**Why does lead sulfide lose its band gap when squeezed, and why does the gap then seem to return?**

Two sizes are worth remembering. Near the relaxed cell, the computed gap of PbS falls by about 40 meV for each per cent of volume removed, or about 60 meV for each GPa of pressure. A compression of some 8 % is enough to use it up. In the most compressed cell a gap of 0.200 eV is nevertheless printed, and that number does not mean what it seems to.

Rocksalt PbS at scaled volumes of the relaxed cell, computed with Ansatz 0.2.0: PBE with D3(BJ) dispersion, plane-wave PAW, scalar-relativistic without spin-orbit coupling, no spin polarisation, cutoff 420 eV, Gamma-centred 10×10×10 k mesh. Energies count from the minimum of a third-order Birch-Murnaghan fit; pressures come from the stress, positive in compression.

```tsv
volume per atom (Å³/atom)	energy over minimum (meV/atom)	pressure (GPa)	band gap on mesh (eV)
23.006	82.3	9.43	0.200
23.790	43.7	6.45	0.032
24.575	18.1	4.00	0.115
25.359	4.0	1.82	0.248
26.143	-0.2	-0.05	0.365
26.928	4.0	-1.63	0.469
27.712	15.3	-2.94	0.561
28.758	38.1	-3.72	0.666
```

## Two unequal pushes

Consider first a crystal of closed-shell ions whose orbitals hardly overlap. The highest filled level is then S 3p and the lowest empty level is Pb 6p, with a gap between them. Now let the ions approach. In rocksalt PbS both band edges come to lie at the point L of the Brillouin zone, and there each edge mixes with a filled s level of the neighbouring atoms.

The valence edge is S 3p mixed out of phase with Pb 6s, and the conduction edge is Pb 6p mixed out of phase with S 3s. Both s levels lie below the p levels they meet, so both edges are pushed up. To lowest order the push is

$$u \approx \frac{t^2}{\Delta},$$

where $t$ is the coupling between the two orbitals and $\Delta$ is their separation in energy. Pb 6s lies much closer to S 3p than S 3s does to Pb 6p. For comparable couplings, the valence edge therefore gets the larger push.

With $\varepsilon$ for the level of the uncoupled ion, the gap is

$$E_g \approx \varepsilon_{\mathrm{Pb\,6p}} - \varepsilon_{\mathrm{S\,3p}} + u_c - u_v,$$

where $u_c$ and $u_v$ are the pushes on the conduction and valence edges. Squeezing raises $t$, so $u_v$ gains on $u_c$ and the gap shrinks. In a related crystal, the feature to look for is a filled s level of the metal not far below the p level of its partner.

The table shows only the net change of the gap, to which shifts of the ionic levels themselves can also contribute, as can the Pb–Pb and S–S couplings left out of the sketch. The Pb–Pb coupling is expected to be what brings the pushed Pb 6p state below the two that S 3s does not meet at L. For the valence edge $t$ is probably not small against $\Delta$, so the formula overstates that push. The division into two pushes is the argument of theory. The sketch gives the right direction. It also agrees with the faster fall of the gap at shorter bonds, since $t$ grows steeply with overlap and enters squared. It is too crude to predict the volume at which the gap closes.

## Why the edges can pass through each other

Two levels that approach usually mix and repel, which would keep a gap open. At L this is forbidden. Seen from a Pb atom, the valence state is even under inversion and the conduction state is odd, and at L, a point that inversion turns into an equivalent one, states of opposite parity do not mix. Nothing stops the valence edge from rising past the conduction edge.

A printed gap is the distance between the highest filled and the lowest empty level, so it is positive whichever state is on top. If the edges have changed places, the gap as defined above is negative. The question is then which rows should carry a minus sign.

The slope of the gap with volume points to the answer. If the two smallest cells are both counted as negative, the slope falls steadily from 0.21 eV/Å³ in the most compressed step to 0.10 eV/Å³ in the most expanded one. If only the smallest cell is reversed, the slope jumps down and up again. If neither is reversed, it changes sign abruptly. The output printed below lists all three readings.

The smooth reading puts the crossing near 24.0 Å³ per atom, at about 6 GPa. Among the points of the k mesh, both band edges of the two smallest cells lie at L, where the argument lets the two states cross. The exchange of the two states is still an inference from this smoothness and from symmetry, not a direct reading of their orbital character.

## What the returning gap means

Past the crossing, 0.200 eV is the distance between two exchanged levels at L. A short way from L the bands regain their normal order. Without spin-orbit coupling, theory then expects them to touch along small closed rings around L, which can slip between the points of the k mesh. The two smallest cells are then semimetals at this level of theory, although a gap is printed for them. With spin-orbit coupling, the rings are expected to open into a true gap.

The place of the crossing should not be carried over to a real sample. Spin-orbit coupling, absent here, lowers the gap as long as the bands keep their normal order and would bring the crossing on at a larger volume, whereas correcting the usual tendency of PBE to give too small a gap would move it to a smaller volume. Real PbS also leaves the rocksalt structure at roughly 2 to 3 GPa. The crossing therefore belongs to a crystal held in rocksalt beyond its range of stability.

## A worked estimate: cooling an infrared detector

PbS serves in infrared detectors, which are often cooled. Cooling shrinks the lattice, and a smaller lattice has a smaller gap. The two cells on either side of the relaxed one give the size of the effect:

$$\frac{\Delta E_g}{\Delta \ln V} = \frac{0.469 - 0.248}{\ln(26.928/25.359)}\ \text{eV} \approx 3.7\ \text{eV},$$

where $V$ is the volume per atom. This is 37 meV for each per cent of volume.

The volume of PbS changes by roughly $6\times10^{-5}$ per kelvin, so cooling by 100 K removes about 0.6 % of it. The gap then falls by about $0.6 \times 37 \approx 22$ meV. The measured shift is roughly 50 meV, so on this slope contraction accounts for a little under half. The slope lacks spin-orbit coupling, and the measured fall of the gap under pressure is steeper, so the true share may be larger. Most of the remainder is expected to come from the weaker vibrations of the atoms, which also act on the band edges. The calculations hold the atoms at rest, without even zero-point motion, so they do not test that part. Both effects have the same sign, and a cooled detector responds to longer wavelengths.

## The irregular rows

In the most expanded cell the printed tension, 3.72 GPa, is weaker than the energies suggest. The energies of the last two cells imply about 4.0 GPa if the pressure runs straight between them. The other cells point to a still larger tension. Their pressure slope has lately eased by 0.3 to 0.4 GPa/Å³ a step, to −1.67 GPa/Å³, and one more such step, to about −1.3, would give some 4.3 GPa. The energy of this cell therefore lies somewhat low as well. The gap carries on smoothly through the same cell, so the electrons show no change of state.

One candidate for the cause is a part of the calculation that acts on energy and stress but leaves the orbitals alone. The dispersion correction is such a part, and the run of the relaxed cell warns that its geometry lies near a switch in that correction. Whether the switch causes the weak tension has not been tested. Until it has, neither the stress nor the energy of this cell is a good basis for an elastic constant.

The energy of −0.2 meV at the relaxed cell is a misfit of the curve and has no bearing on the gap. Energies count from the minimum of a Birch-Murnaghan curve fitted to all eight cells, and that curve passes slightly above this point. It misses the points by about 0.2 meV on average, as expected of a curve that also has to take in the low energy of the most expanded cell, and its stiffness parameters will carry some of that pull.

At 23.790 Å³ the pressure slope has a slight kink: it eases by about 0.7 GPa/Å³ across this cell, against 0.3 to 0.4 across the next ones. The gap of 0.032 eV is close to the smearing width of 0.02 eV, so both levels at L are partly occupied, but the effect is too small to explain the kink. The L points make up only 0.4 % of the mesh, so about a thousandth of an electron changes level, which shifts the pressure by only some 0.02 GPa. The cause of the kink remains open.

The most compressed cells were single calculations at fixed geometry. Relaxing them within rocksalt symmetry would change nothing, because that symmetry leaves no shape or atomic position free once the volume is set. Distortions that break the symmetry were not tried, so the runs do not show whether these cells are stable against them.

Numerical output:

```
Gap slopes over the step from the next smaller cell:
     row  Pb-S distance (Å)  signed gap (eV)  slope with two signs reversed (eV/Å³)  slope with one reversed (eV/Å³)  slope with none reversed (eV/Å³)
  23.006              2.844             -0.2                                    n/a                              n/a                               n/a
   23.79              2.876           -0.032                                 0.2143                           0.2959                           -0.2143
  24.575              2.907            0.115                                 0.1873                           0.1057                            0.1057
  25.359              2.938            0.248                                 0.1696                           0.1696                            0.1696
  26.143              2.968            0.365                                 0.1492                           0.1492                            0.1492
  26.928              2.997            0.469                                 0.1325                           0.1325                            0.1325
  27.712              3.026            0.561                                 0.1173                           0.1173                            0.1173
  28.758              3.064            0.666                                 0.1004                           0.1004                            0.1004
Pressure over the same steps:
     row  mean of printed pressures (GPa)  pressure from energies (GPa)  difference (GPa)  pressure slope (GPa/Å³)
   23.79                             7.94                         7.888           0.05173                   -3.801
  24.575                            5.225                         5.225         6.728e-05                   -3.121
  25.359                             2.91                         2.881           0.02853                   -2.781
  26.143                            0.885                        0.8583           0.02669                   -2.385
  26.928                            -0.84                       -0.8572           0.01722                   -2.013
  27.712                           -2.285                        -2.309           0.02426                   -1.671
  28.758                            -3.33                        -3.492            0.1623                  -0.7457
Pressure of the largest cell implied by the energies for a straight run (GPa): -4.045
Volume at gap closure by interpolation (Å³/atom): 23.96
Compression at closure from the relaxed cell (%): 8.347
Pb-S distance at closure (Å): 2.883
Pressure at closure by interpolation (GPa): 5.917
Change of signed gap from smallest to largest cell (eV): 0.866
Steepest over shallowest slope of the signed gap: 2.135
Gap change for 1 % of volume near the relaxed cell (meV): 36.81
Gap change for 1 GPa of pressure near the relaxed cell (meV): -64.06
Gap loss from lattice contraction on cooling by 100 K (meV): 22.09
```
